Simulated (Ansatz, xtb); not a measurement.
# Relative energy of two isomers of C3H8BNSi

Structure I is `B[Si](C)(C)C#N`, a singlet and structure II is `BC[Si@@H](C)C#N`, a singlet. Both are isolated molecules in the gas phase, relaxed with r2SCAN-D4/def2-SVP; the shapes shown needn't be the lowest conformers.

I (Å):

```yaml
atoms:
  - { symbol: C, position_ang: [-1.0308, -1.6513, -0.4846] }
  - { symbol: C, position_ang: [-0.6854, 1.4073, -0.8690] }
  - { symbol: C, position_ang: [-0.2064, 0.1163, 1.8060] }
  - { symbol: B, position_ang: [-3.2275, 0.3346, 0.7749] }
  - { symbol: N, position_ang: [0.4686, 0.1591, 2.7557] }
  - { symbol: Si, position_ang: [-1.2967, 0.0479, 0.2833] }
  - { symbol: H, position_ang: [-3.6174, 0.5425, 1.8970] }
  - { symbol: H, position_ang: [-4.0544, 0.3014, -0.1082] }
  - { symbol: H, position_ang: [-1.3318, -2.4614, 0.1973] }
  - { symbol: H, position_ang: [0.0338, -1.7928, -0.7310] }
  - { symbol: H, position_ang: [-1.6177, -1.7455, -1.4124] }
  - { symbol: H, position_ang: [0.3771, 1.2457, -1.1128] }
  - { symbol: H, position_ang: [-0.7812, 2.4050, -0.4139] }
  - { symbol: H, position_ang: [-1.2622, 1.3991, -1.8077] }
```

II (Å):

```xyz
14

C    -1.3270   -0.4933    3.2953
C    -0.2476    1.2466    0.9047
C     1.1934   -1.2657    1.7675
B    -0.5054    0.3799    4.2696
N     2.2476   -1.7515    1.8696
Si   -0.4880   -0.4700    1.6016
H    -0.7034    1.5720    4.3387
H     0.3890   -0.1003    4.9245
H    -1.3793   -1.5615    3.5675
H    -2.3392   -0.1043    3.0821
H    -1.2525   -1.3406    0.6633
H     0.1914    1.2007   -0.1039
H     0.4203    1.8456    1.5431
H    -1.2140    1.7716    0.8350
```

**Question.** Which of the two would you expect CCSD(T)/def2-SVP + ΔMP2/def2-TZVPP electronic energies to favour?

**Answer.** Structure II; the calculation gives E(II) − E(I) = −10.2 kcal/mol.

The same difference at several levels:

```tsv
level	geometry	E(II) − E(I) (kcal/mol)	departure from the last row (kcal/mol)	job, with rough time for the two
GFN2-xTB	GFN2-xTB	−12.2	−2.0	optimisation, 0.33 s
HF/STO-3G	GFN2-xTB	−6.7	+3.5	single point, 0.73 s
r2SCAN-D4/def2-SVP//GFN2-xTB	GFN2-xTB	−11.8	−1.6	single point, 6.1 s
r2SCAN-D4/def2-SVP	r2SCAN-D4/def2-SVP	−10.6	−0.4	optimisation, 77 s
HF/def2-SVP	r2SCAN-D4/def2-SVP	−9.8	+0.4	part of the CCSD(T) run
MP2/def2-SVP	r2SCAN-D4/def2-SVP	−11.8	−1.6	part of the CCSD(T) run
CCSD(T)/def2-SVP	r2SCAN-D4/def2-SVP	−10.5	−0.3	single point
CCSD(T)/def2-SVP + ΔMP2/def2-TZVPP	r2SCAN-D4/def2-SVP	−10.2		single point, 92 s
```

As drawn, II has 1 C–B, 1 Si–H in place of 1 B–Si, 1 C–H.

The levels shown agree on the order. The largest departure from CCSD(T)/def2-SVP + ΔMP2/def2-TZVPP is that of HF/STO-3G, 3.5 kcal/mol. The last row adds to CCSD(T) the change of the MP2 difference between the two basis sets, here +0.3 kcal/mol.

With thermal terms from frequencies at re-optimised GFN2-xTB minima (ideal gas, soft modes damped towards free rotors, one conformer each, 298.15 K, 1 atm): on the last row, ΔE + ΔZPE = −11.0, ΔH = −11.6, ΔG = −10.3 kcal/mol.

The correlated steps freeze 10 core orbitals. Mirror images aren't counted in ΔG. Programs: Ansatz 0.2.0, xtb 6.7.1; the last row on 2 threads of AMD EPYC 7R43 64-Core Processor (Zen 3) on a shared host.

Structure II is favoured because its C–B bond replaces a B–Si bond, and this gain outweighs the cost of exchanging a C–H bond for a weaker Si–H bond. Carbon's compact valence orbitals overlap better with boron than silicon's more diffuse ones, and the greater electronegativity difference adds polar stabilisation. In II the C–Si bond also lies nearly parallel to the empty boron p orbital, so σ donation from it probably contributes, although the energies don't isolate this effect.

The preference is already present at Hartree–Fock level in the def2-SVP basis, at −9.8 kcal/mol against −10.5 with CCSD(T), so it doesn't originate in electron correlation. Zero-point energy widens the gap, as expected when a stiff C–H stretch gives way to a softer Si–H one. Entropy works the other way, probably through looser torsional motion in I, but is too small to threaten the order. The result concerns the separate monomers and needn't carry over to condensed phases, where the Lewis-acidic boron could bind a neighbour's nitrile nitrogen or form hydride bridges.
